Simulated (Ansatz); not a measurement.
**Equilibrium of C2H9NSi ⇌ C2H6N + SiH3 at process temperatures**

Species: C2H9NSi `CN(C)[SiH3]`, singlet; C2H6N `C[N]C`, doublet; SiH3 (silyl radical) `[SiH3]`, doublet. 

The electronic reaction energy at CCSD(T)/CBS estimate is +399.9 kJ/mol. Shapes: PBE0-D4/def2-TZVP. Programs: Ansatz 0.2.0. Enthalpy and entropy come from rigid-rotor, harmonic-oscillator sums on unscaled PBE0-D4/def2-TZVP wavenumbers, ideal gases at 1 bar. Symmetry numbers: C2H9NSi 1, C2H6N 2, SiH3 3. R = 8.3145 J/(mol K).

| T (K) | ΔH (kJ/mol) | ΔS (J/(mol K)) |
| --- | --- | --- |
| 500 | +382.2 | +171.8 |
| 700 | ? | ? |
| 900 | +379.0 | +167.3 |

Question: Work out ln K at 500 and 900 K, and from these estimate it at 700 K.

Answer: 
1. 500 K: ΔG = +382.2 − 500 × (+171.8)/1000 = +296.3 kJ/mol; ln K = −ΔG/RT = -71.27.
2. 900 K: ΔG = +379.0 − 900 × (+167.3)/1000 = +228.4 kJ/mol; ln K = −ΔG/RT = -30.52.
3. Slope against 1000/T: (-30.52 − (-71.27))/(1.1111 − 2.0000) = -45.84, that is −ΔH/R with ΔH near +381 kJ/mol.
4. 700 K: ln K = -71.27 + (-45.84) × (1.4286 − 2.0000) = -45.08.

The full sums give ΔH = +381.0 kJ/mol, ΔS = +169.8 J/(mol K), ΔG = +262.1 kJ/mol and ln K = -45.03 at 700 K, so the line is off by -0.05 in ln K; without rounding the miss is -0.04, from the change of ΔH with temperature. The reactants are favoured over this whole range. The number of molecules rises, which sets the sign of ΔS, and lower pressure favours the products. An error of 10 kJ/mol in the energy moves ln K by 1.7 at 700 K. Soft modes are treated as harmonic, which can err either way at these temperatures; the lowest are those of C2H9NSi (124 cm⁻¹), C2H6N (84 cm⁻¹). Open shells run unrestricted. The CBS estimate extrapolates MP2 from def2-TZVPP and def2-QZVPP and adds CCSD(T) − MP2 in the triple-zeta set, cores frozen.

Breaking the Si–N bond is so costly that the entropy gained by forming two free radicals offsets less than half of the enthalpy even at 900 K. Heating therefore raises ln K steeply, yet leaves it strongly negative. The bond owes its strength largely to the electronegativity difference between silicon and nitrogen, probably helped by donation from the nitrogen lone pair into σ* orbitals on the silyl group. Homolysis gives up both contributions, and neither radical has extended π conjugation to compensate, although the methyl groups offer the aminyl centre some hyperconjugation.

The slight fall in ΔH and ΔS on heating is also physically reasonable. Vibrations of the intact molecule become translations and rotations of the fragments, which hold less heat per mode once those vibrations are thermally excited. This near-cancellation in heat capacity is why the two-point line works so well. The equilibrium describes Si–N homolysis alone, so it doesn't establish the thermal stability of the precursor against other bond cleavages or molecular eliminations.
